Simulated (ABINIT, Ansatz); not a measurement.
# Relaxed cell and highest zone-centre phonon of cubic KMgF₃ from LDA to RPBE, with PAW and PseudoDojo potentials

KMgF₃ is an ionic perovskite in which Mg²⁺ sits in corner-sharing fluoride octahedra and K⁺ fills the cavities between them. Its highest transverse optical mode at the zone centre is mainly a stretch of the short Mg–F contacts. Such modes set the infrared absorption of wide-gap fluorides used as optical materials, and they enter the lattice part of the dielectric response. The question is how far this frequency depends on the density functional and on the potentials, and whether the change of the relaxed volume accounts for the shift. Harmonic frequencies without the LO–TO term are compared between levels of theory, each at its own static cell. No measured frequency is tabulated, so the comparison ranks the levels against one another and not against experiment.

## Calculations

One crystal, KMgF3 (perovskite), at several levels of theory, each at its own relaxed cell. The structures stem from measured cells of the Crystallography Open Database, directly or through a relaxation at another level; cell and atoms were relaxed at zero pressure at each row's own level, inside the symmetry of the start, with no thermal or zero-point expansion. Some cells were relaxed in ABINIT with the same potential files. Program: Ansatz 0.2.0, plane waves, scalar-relativistic without spin-orbit coupling, no spin polarisation. Wave-function cutoff 420 to 1279 eV (the default for the potentials, or for PseudoDojo files the publisher’s hint, which in some cells lies below the program’s own recommendation); on the k meshes (Γ-centred) the least product of divisions and cell-vector length runs from 23 to 25 Å, relaxations included. Residual pressures at rest stay under 0.01 GPa. Occupations: fixed. Harmonic modes at natural masses come from linear response (density functional perturbation theory), with the acoustic sum rule imposed. Born charges and ε∞ come from the response to a homogeneous electric field, in some rows without a check of its k mesh; the charge sum rule is imposed. The tabled runs alone: cutoff 420 to 1143 eV, k length 23 to 25 Å, k mesh 6×6×6. Warnings of the programs on runs behind the rows: cutoff below recommended (LDA, PseudoDojo).

Notes on method and selection:

- Harmonic values at the static lattice; measured values carry thermal expansion and anharmonic shifts at their temperature.
- PAW stands for the program's default projector-augmented-wave potentials; PseudoDojo is a published set (norm-conserving).
- D3(BJ) is a dispersion term.
- The default PAW files are generated under PBE; for other functionals their frozen cores are regenerated in the run.
- The slope of log frequency against log volume is minus an effective Grüneisen parameter only if the functionals differ by nothing but the volume.
- Runs that did not converge, have known faults or may not be shown are not listed, and runs on Ansatz's PAW sets soft_1 and soft_2 are kept to separate tables.

Columns:

- volume per atom (Å³): volume per atom of the relaxed cell.
- lowest Γ mode (cm⁻¹): lowest optical mode at the zone centre, without the macroscopic field; negative means imaginary.
- lattice constant a (Å): lattice constant of the relaxed conventional cell.
- ε∞: electronic (clamped-ion) dielectric constant ε∞, a third of the trace.
- Kohn-Sham gap (eV): Kohn-Sham gap, lowest empty minus highest filled level on the k mesh.
- settings: method, cutoff and k mesh of the phonon run.
- highest Γ mode (cm⁻¹): highest optical mode at the zone centre, without the macroscopic field (no LO-TO term).

Input lines of one member:

```
kpoints:
  mp_grid: { grid: [6, 6, 6] }
hamiltonian:
  xc: lda
  pseudopotentials: { kind: nc, accuracy: standard }
scf:
  occupations: { method: fixed }
output:
  eigenvalues: true
basis:
  ecutwfc: 1034.033
phonons:
  method: dfpt
  dielectric: true
  rigid_motions: translations
```

Command (options for logging and memory left out): `ansatz run input.yaml --threads 4 --backend cpu`

## Results

| member | volume per atom (Å³) | lowest Γ mode (cm⁻¹) | lattice constant a (Å) | ε∞ | Kohn-Sham gap (eV) | settings | highest Γ mode (cm⁻¹) | remark |
| --- | --- | --- | --- | --- | --- | --- | --- | --- |
| LDA, PseudoDojo | 11.93 | 155.4 | 3.907 | 2.16 | 7.47 | linear response, 1034 eV, k 6×6×6 | 515.3 | known phase |
| LDA, PAW | 11.94 | 155.9 | 3.908 | 2.16 | 7.44 | linear response, 420 eV, k 6×6×6 | 513.2 | known phase |
| PBEsol, PseudoDojo | 12.69 | 142.7 | 3.989 | 2.12 | 7.15 | linear response, 1143 eV, k 6×6×6 | 462.5 | known phase |
| PBE+D3(BJ), PAW | 12.96 | 149.1 | 4.017 | 2.08 | 7.16 | linear response, 420 eV, k 6×6×6 | ? |  |
| PBE, PAW | 13.33 | 138.8 | 4.054 | 2.07 | 6.96 | linear response, 420 eV, k 6×6×6 | 420.7 | known phase |
| RPBE, PAW | 14.17 | 129.9 | 4.138 | 2.02 | 6.84 | linear response, 420 eV, k 6×6×6 | 370.6 | known phase |

Cells marked ? are withheld until the estimate has been made.

Least-squares fits to the members shown, with x = volume per atom (Å³); R² and errors in the fitted variable (y, or ln y where the fit is in ln y):

| y | members | fit | R² | rms residual | leave-one-out rms | the same for the mean of the others |
| --- | --- | --- | --- | --- | --- | --- |
| highest Γ mode (cm⁻¹) | 5 | ln y = 10.939 − 1.8927 ln x | 1.00 | 0.0052 | 0.010 | 0.16 |

## The trend and its physics

Among the five members with a shown frequency, the highest mode falls at every step as the cell grows. From LDA to RPBE, both with PAW, the lattice constant rises from 3.908 to 4.138 Å and the mode drops from 513.2 to 370.6 cm⁻¹, a loss of 28 % (370.6 / 513.2 = 0.722). The potentials matter much less: the two LDA rows differ by 0.001 Å and 2.1 cm⁻¹, although the PseudoDojo phonon run used a cutoff below the recommended one.

The cell follows the known habits of the functionals. LDA overbinds, PBE weakens the binding, RPBE weakens it further, and PBEsol lies between LDA and PBE. Symmetry fixes the atomic positions, so a larger cell lengthens every Mg–F contact, a/2, in proportion. The short-range repulsion that restores the ions loses curvature quickly with distance. The Coulomb field of the displaced ions, which softens a transverse mode, weakens more slowly. The squared frequency is the difference of the two and therefore falls steeply.

A single power law in the volume describes the highest mode well, with a leave-one-out error of 0.010 in ln y against 0.16 for the mean of the others. Its exponent is not quite constant. Within the PAW rows it is −ln(513.2 / 420.7) / ln(13.33 / 11.94) = −1.80 from LDA to PBE and −2.07 from PBE to RPBE. These are effective values, since the functional also alters the force constants at fixed volume.

The relaxed volume thus tracks the shift in this mode closely, which does not prove that volume alone causes it, and it does not order the whole spectrum. The lowest optical mode is higher in PBE+D3(BJ) than in PBEsol, 149.1 against 142.7 cm⁻¹, although the PBE+D3(BJ) cell is the larger of the two.

## Prediction

Plain estimates from the members shown:

- PBE+D3(BJ), PAW, fit at x = 12.96: 441.5 cm⁻¹
- PBE+D3(BJ), PAW, geometric interpolation between PBEsol, PseudoDojo and PBE, PAW: w = (12.96 − 12.69) / (13.33 − 12.69) = 0.422, so 462.5 × (420.7 / 462.5)^0.422 = 444.4 cm⁻¹

The dispersion term contracts the PBE cell from 13.33 to 12.96 Å³ per atom, so the natural starting point is the PBE frequency, raised for the smaller volume. The overall fit, 441.5 cm⁻¹, is probably too low, because it runs about 3 cm⁻¹ below the PBEsol row and 2 cm⁻¹ below the PBE row, the two neighbours in volume. The interpolation between those rows, 444.4 cm⁻¹, mixes two functionals and two kinds of potential.

The route chosen takes the exponent from PBE and RPBE, which share the PAW method and differ only in the form of the exchange:

ln(420.7 / 370.6) / ln(14.17 / 13.33) = 2.07

420.7 × (13.33 / 12.96)^2.07 = 446 cm⁻¹

Applied to the PBEsol volume, the same rule gives 420.7 × (13.33 / 12.69)^2.07 = 466 cm⁻¹, against 462.5 cm⁻¹ in the table. The miss is between 3 and 4 cm⁻¹, over a volume step nearly twice as long.

The high lowest mode of PBE+D3(BJ) suggests that the dispersion term may also stiffen the lattice directly. That mode involves mainly the motion of K⁺ in its cavity, whereas the highest mode is governed by the much stiffer Mg–F contacts, so no further shift is transferred to it. For the same reason the error is not reduced for the shorter step, and the full miss of the test, rounded up to 4 cm⁻¹, is kept as one standard deviation.

**Committed estimate, PBE+D3(BJ), PAW: highest Γ mode = 446 ± 4 cm⁻¹.**

## Outcome

| member | volume per atom (Å³) | lowest Γ mode (cm⁻¹) | lattice constant a (Å) | ε∞ | Kohn-Sham gap (eV) | settings | highest Γ mode (cm⁻¹) | remark |
| --- | --- | --- | --- | --- | --- | --- | --- | --- |
| PBE+D3(BJ), PAW | 12.96 | 149.1 | 4.017 | 2.08 | 7.16 | linear response, 420 eV, k 6×6×6 | 451.6 | known phase |

| member | estimate | highest Γ mode (cm⁻¹) | computed | estimate − computed | miss in error bars |
| --- | --- | --- | --- | --- | --- |
| PBE+D3(BJ), PAW | committed | 446.0 | 451.6 | −5.6 | 1.4 |
| PBE+D3(BJ), PAW | fit | 441.5 | 451.6 | −10.1 |  |
| PBE+D3(BJ), PAW | interpolation | 444.4 | 451.6 | −7.2 |  |

The computed mode lies at 451.6 cm⁻¹, so the estimate of 446 ± 4 was 5.6 cm⁻¹ too low and missed by 1.4 error bars. It still came closer than the interpolation (−7.2 cm⁻¹) and the fit (−10.1 cm⁻¹).

Starting from PBE and raising the frequency for the smaller cell gave the right direction and most of the rise, about 25 of 31 cm⁻¹. The exponent taken from PBE and RPBE was too small. From PBE to PBE+D3(BJ) it is

ln(451.6 / 420.7) / ln(13.33 / 12.96) = 2.5

instead of 2.07. Setting aside the warning from the lowest mode was also a mistake: that mode rises by the same 7 % on adding D3(BJ), which is likewise more than its trend across the functionals would give. The error bar rested on a single test, on PBEsol, which has no dispersion term and missed in the opposite direction.

## Departures from the trend

Least-squares fits to the whole series, with x = volume per atom (Å³); R² and errors in the fitted variable (y, or ln y where the fit is in ln y):

| y | members | fit | R² | rms residual | leave-one-out rms | the same for the mean of the others |
| --- | --- | --- | --- | --- | --- | --- |
| highest Γ mode (cm⁻¹) | 6 | ln y = 10.912 − 1.8808 ln x | 0.99 | 0.0097 | 0.016 | 0.14 |

Largest departures from the fit to the whole series:

| member | highest Γ mode (cm⁻¹) | fit | computed − fit | computed / fit | in rms residuals (of ln y) |
| --- | --- | --- | --- | --- | --- |
| PBE+D3(BJ), PAW | 451.6 | 443.0 | +8.6 | 1.02 | 2.0 |
| RPBE, PAW | 370.6 | 374.6 | −4.0 | 0.99 | 1.1 |
| LDA, PAW | 513.2 | 516.9 | −3.7 | 0.99 | 0.7 |
| LDA, PseudoDojo | 515.3 | 517.7 | −2.4 | 1.00 | 0.5 |

PBE+D3(BJ) stands out, 8.6 cm⁻¹ above the fit to the whole series, or 2.0 rms residuals. The likeliest reason lies in how the dispersion term acts. D3(BJ) adds a pair energy between the atoms and leaves the PBE electronic energy at a given geometry unchanged. If the force constants of the pair term itself are small, it works largely like an external pressure, and the exponent of 2.5 is close to the volume response of PBE itself.

A change of functional also alters the repulsion at fixed volume. With an exponent of 2.5, volume alone would take the PBE mode to 420.7 × (13.33 / 11.94)^2.5 = 554 cm⁻¹ at the LDA cell and 420.7 × (13.33 / 14.17)^2.5 = 361 cm⁻¹ at the RPBE cell, whereas the PAW rows give 513.2 and 370.6 cm⁻¹. At equal volume LDA would then be softer than PBE and RPBE stiffer, which flattens the trend across functionals. The pair term's own force constants may contribute as well; a PBE phonon run at the PBE+D3(BJ) cell would show how much.

RPBE, 4.0 cm⁻¹ below the fit, is no clear exception. Part of its departure arises because PBE+D3(BJ) pulls the line upwards.

## Summary

Between 11.93 and 14.17 Å³ per atom, the relaxed volume gives the highest mode of KMgF₃ with a leave-one-out error of about 1.6 %, or 7 cm⁻¹ near 450 cm⁻¹. In practical terms, a functional that makes the lattice constant 1 % larger lowers the mode by about 3 × 1.88 = 5.6 %. This slope mixes volume with functional and is not a Grüneisen parameter; for adding D3(BJ) to PBE the corresponding figure is 3 × 2.5 = 7.5 %. Exchanging PAW for PseudoDojo potentials, tested here with LDA, matters far less.

The frequencies are those of transverse modes; the LO–TO term would raise the longitudinal partner and leave them unchanged. A comparison with experiment would also need the thermal shifts. Thermal expansion lowers the transverse mode, while the anharmonic shift at fixed volume can have either sign. Even a shift of a few per cent would affect a choice between neighbouring functionals.

[Logs are printed without paths, hosts, clocks, repeated set-up lines and the standing remarks that a program may print on its own settings, such as how far it seeks lower states.]
